## The question

A block of tungsten that is held slightly stretched pulls inward on whatever holds it, and it stores a little energy. Both effects vanish at the volume where the metal is at rest. Two cells, rows 4 and 5, differ in volume by only 0.01 Å³ per atom. What are their pressures and formation energies, and which of the two quantities says more about the volume?

Ansatz 0.2.0 calculations for body-centred cubic tungsten: r2SCAN with plane waves and generated PAW datasets, scalar-relativistic, without spin polarization. All rows are single points on unrelaxed cells, with a 500 eV cutoff, Γ-centred k-meshes and Fermi–Dirac or Gaussian smearing of 0.014 to 0.1 eV. Pressure is positive in compression.

```csv
cell,volume (Å³/atom),shortest distance at W (Å),pressure (GPa),k-mesh,formation energy (eV/atom)
1,15.61,2.727,6.4,15x15x15,0.010
2,15.78,2.737,3.1,11x11x11,0.024
3,15.91,2.744,0.0,15x15x15,0.004
4,15.98,2.748,?,15x15x15,?
5,15.99,2.749,?,15x15x15,?
6,16.00,2.749,-1.7,15x15x15,0.004
7,16.10,2.755,-3.7,15x15x15,0.006
8,16.26,2.764,-6.6,15x15x15,0.011
9,16.36,2.770,-8.5,15x15x15,0.016
10,16.38,2.771,-8.9,15x15x15,0.016
11,16.44,2.774,-9.8,15x15x15,0.021
```

Positive pressure means that the cell is compressed and would expand if released; negative pressure means that it is stretched and would shrink. The formation energy is counted from a reference for elemental tungsten.

## Starting from rest

Row 3 is the natural starting point, because its pressure is zero to the digits shown. Two forces balance there. Tungsten's d band is roughly half full, so its electrons occupy mostly bonding states, which pull the atoms together. Squeezing the electrons raises their kinetic energy and makes neighbouring atoms repel, which pushes the atoms apart.

By standard theory of metals, the repulsion dies away faster with distance than the bonding does. A stretched cell is therefore left with a net pull, and it also becomes softer. The table shows this softening: the mean stiffness, the pressure change per relative change of volume, is 336 GPa between rows 1 and 3 but 299 GPa between rows 3 and 11.

## A model for the pressure

Let the stiffness grow linearly with pressure, $B=B_0+4P$, where $P$ is the pressure and $B_0$ the bulk modulus at rest. The factor 4 is a usual value for metals and is assumed here. Since $B=-V\,dP/dV$, integration from the rest volume $V_0$ to the volume $V$ gives

$$P=\frac{B_0}{4}\left[\left(\frac{V_0}{V}\right)^4-1\right].$$

The two constants were fitted to the known rows except row 2, whose coarser k-mesh sets it apart. The fit gives $B_0$ = 322 GPa and $V_0$ = 15.91 Å³ per atom, for this density functional and without thermal expansion.

For row 4, which was not part of the fit, $(15.91/15.98)^4-1$ is about −0.0174. Multiplied by 322/4 GPa, this gives −1.4 GPa. A handy rule follows: near rest, each per cent of added volume costs about 3 GPa.

## From pressure to energy

The stored energy is the work done against the pull. Near rest the pull grows from zero in proportion to the stretch, so the work is half the final pull times the added volume. For row 4 that is ½ × 1.4 GPa × 0.07 Å³, or about 0.0003 eV per atom, since 1 eV/Å³ is about 160 GPa. This is less than the last digit of the formation energy.

Row 11 shows the other limit. It is stretched between seven and eight times as far as row 4, yet the model gives it more than fifty times the stored energy. Pressure grows with the stretch, energy with its square.

## The forecasts

- **Row 4:** pressure −1.4 ± 0.3 GPa.
- **Row 5:** pressure −1.6 ± 0.3 GPa, slightly more stretched than row 4.
- **Both rows:** formation energy 0.004 ± 0.003 eV/atom, indistinguishable.

Rounding of the volume alone can shift a pressure by 0.1 GPa; the rest of that range covers scatter and a possible difference in smearing, the numerical blurring of the occupations at the Fermi level. The energy range allows for the same difference and for changes of about 0.002 eV between repeated runs. The value 0.004 is that of row 3 at rest, so it reflects the choice of reference and is no sign of instability.

The withheld rows as computed:

```csv
cell,volume (Å³/atom),shortest distance at W (Å),pressure (GPa),k-mesh,formation energy (eV/atom)
4,15.98,2.748,-1.4,15x15x15,0.004
5,15.99,2.749,-1.5,15x15x15,0.004
```

## Hits and misses

All four values lie within their ranges. The model misses each pressure by less than 0.1 GPa, which the rounding of the volumes can explain, and the order of the two cells is right. The energies agree to the last digit shown. The task was a mild one, since rows 3 and 6 enclose both cells closely; a constant stiffness would also have stayed within the ranges. The case for softening rests on the wider span of volumes, as the output below shows.

## Where energy misleads

Row 2 shows what is at stake in choosing a gauge. Its energy lies 0.019 eV per atom above the model, as if the cell were strained about as much as row 11. Its pressure is off by only 0.4 GPa, which corresponds to an error of about 0.02 Å³ in volume. The likely cause is its coarser k-mesh together with a much narrower smearing; as both changed at once, their shares can't be separated. Row 10 also has another kind of smearing than the other fitted rows, but it shares their k-mesh and was kept in the fits; its energy lies about 0.9 meV per atom below the model, so the equal energies that the table shows for rows 9 and 10 don't mean equal strain.

Pressure is thus the better gauge of volume in this series. It responds in first order, and its sign tells stretching from compression. Energy is flat near rest, where a change of numerical settings can outweigh the whole effect of strain.

Output of the analysis:

```
fit of P on 8 rows (clean): constant -80.47 +/- 0.32, coefficient of (16/vol)**4 78.71 +/- 0.33; rms 0.0527, worst 10 0.089, leave-one-out rms 0.0669
  rows outside the fit (model, value, miss): 2 2.725, 3.1, -0.375; 4 -1.363, -1.4, 0.0373; 5 -1.56, -1.5, -0.0604
fit of P on 8 rows (clean): constant 863.9 +/- 11, coefficient of log(vol) -312.2 +/- 4; rms 0.164, worst 1 -0.265, leave-one-out rms 0.299
  rows outside the fit (model, value, miss): 2 2.754, 3.1, -0.346; 4 -1.178, -1.4, 0.222; 5 -1.373, -1.5, 0.127
fit of 1000*E_form on 8 rows (clean): constant 3.765 +/- 0.28, coefficient of es 0.9987 +/- 0.03; rms 0.426, worst 10 0.929, leave-one-out rms 0.622
  rows outside the fit (model, value, miss): 2 4.877, 24, -19.1; 4 4.055, 4, 0.0549; 5 4.146, 4, 0.146
bulk modulus at rest from the pressure fit, GPa: 321.9
rest volume from the pressure fit, cubic angstrom per atom: 15.91
mean stiffness between rows 1 and 3 (compressed), GPa: 336.2
mean stiffness between rows 3 and 11 (stretched), GPa: 299.1
pressure change for 0.005 cubic angstrom of volume rounding, GPa: 0.1011
forecast pressure of row 5 less that of row 4, GPa: -0.1977
strain energy at the volume of row 4, meV per atom: 0.2906
strain energy at the volume of row 5, meV per atom: 0.3818
strain energy at the volume of row 11, meV per atom: 16.68
row 2 pressure, table less model, GPa: 0.3755
row 2 formation energy, table less model, meV per atom: 19.12
row 10 formation energy, table less model, meV per atom: -0.9293
```
